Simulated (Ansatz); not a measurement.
GaP: the change of energy above lowest point with volume scale

Free energy against uniform scaling of the volume at fixed shape and fractions; periodic cell, basis, potentials, k mesh and filling as listed. The results are calculated, by Ansatz 0.2.0.

The cell before it is scaled or strained (space group F-43m, No. 216):
```
GaP
1.0
      0.0000     2.7343     2.7343
      2.7343     0.0000     2.7343
      2.7343     2.7343     0.0000
Ga P
1 1
Direct
  0.00000 0.00000 0.00000
  0.25000 0.25000 0.25000
```

Settings of every row: functional PBE; dispersion none; potentials PAW; wave cutoff 550 eV; density cutoff 2200 eV; k mesh 6x6x6; k shift 0x0x0; occupations fermi dirac; smearing width 0.01 eV; spin none.

| row | volume scale | V (Å³/atom) | energy above lowest point (meV/atom) |
| --- | --- | --- | --- |
| 1 | 0.9406 | 19.228 | 35.7 |
| 2 | 0.9703 | 19.836 | 13.2 |
| 3 | 1 | 20.443 | 1.8 |
| 4 | 1.0297 | 21.05 | 0 |
| 5 | 1.0594 | 21.657 | ? |

Question: what energy above lowest point should row 5 give?

Worked fit of energy above lowest point. Take u = (V_r/V)^(2/3) − 1 with V_r = 20.139 Å³ an atom, which is twice the finite (Eulerian) strain; such expansions in the strain, on which the Birch-Murnaghan equation of state is built, carry the rest volume and the bulk modulus. The shown rows have u = 0.03134, 0.01016, -0.00994, -0.02906. Least squares give energy above lowest point = 6.22 + 563.7 × u + 12026 × u² meV/atom; a straight line predicts inner rows, each left out in turn, worse (root mean square 7 against 0.018 meV/atom). All shown rows lie on it to the printed digit. Its lowest point lies at u = -0.0234, or V = 20.87 Å³ an atom, and the curvature there gives the bulk modulus at fixed shape and fractions, B = (4/9)(1 + u)² E″(u)/V = 78.3 GPa. The withheld row has u = -0.04729, so the fit gives 6.22 + 563.7 × (-0.04729) + 12026 × (-0.04729)² = 6.5 meV/atom.

The calculation gave 6.3 meV/atom. The fit lies 0.2 meV/atom (3.2 % of the value, 0.56 % of the column's range) above it; its largest miss of a shown row is 0.0 meV/atom. This row lies beyond the range of the fit.
